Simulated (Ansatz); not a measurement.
CaMg: the change of energy above lowest point with volume scale

Results calculated with Ansatz 0.2.0, not measured. Free energy against uniform scaling of the volume at fixed shape and fractions; periodic cell, basis, potentials, k mesh and filling as listed.

The cell before it is scaled or strained (space group Pmma, No. 51):
```
CELL_PARAMETERS angstrom
5.68140 0.00000 0.00000
0.00000 3.90260 0.00000
0.00000 0.00000 5.70310
ATOMIC_POSITIONS crystal
Ca 0.75000 0.50000 0.74543
Ca 0.25000 0.50000 0.25457
Mg 0.75000 0.00000 0.24229
Mg 0.25000 0.00000 0.75771
```

Settings of every row: functional PBEsol; dispersion none; potentials PAW; wave cutoff 476.2 eV; density cutoff 1904.8 eV; k mesh 4x6x4; k shift 0x0x0; occupations cold; smearing width 0.1 eV; spin none; SCF threshold exponent -9.

Limits: coarse k mesh, up to 40 meV an atom off; the cell comes from a prototype or a list of computed structures and needn't be the stable phase.

```csv
row,volume scale,V (Å³/atom),energy above lowest point (meV/atom)
1,0.9406,29.735,0.1
2,0.9703,30.674,0
3,1,31.613,?
4,1.0297,32.552,12.7
5,1.0594,33.49,24.4
```

Question: what energy above lowest point should row 3 give?

Worked fit of energy above lowest point. Take u = (V_r/V)^(2/3) − 1 with V_r = 31.613 Å³ an atom, which is twice the finite (Eulerian) strain; such expansions in the strain, on which the Birch-Murnaghan equation of state is built, carry the rest volume and the bulk modulus. The shown rows have u = 0.04167, 0.02031, -0.01932, -0.03772. Least squares give energy above lowest point = 4.4 − 327 × u + 5378 × u² meV/atom; a straight line predicts inner rows, each left out in turn, worse (root mean square 4.9 against 0.061 meV/atom). All shown rows lie on it to the printed digit. Its lowest point lies at u = 0.0304, or V = 30.22 Å³ an atom, and the curvature there gives the bulk modulus at fixed shape and fractions, B = (4/9)(1 + u)² E″(u)/V = 26.9 GPa. Letting shape and atoms relax would as a rule lower it, by much in layered, chain or molecular crystals. The withheld row has u = 0, so the fit gives 4.4 − 327 × (0) + 5378 × (0)² = 4.4 meV/atom.

The calculation gave 4.4 meV/atom. The fit meets it to the printed digit.
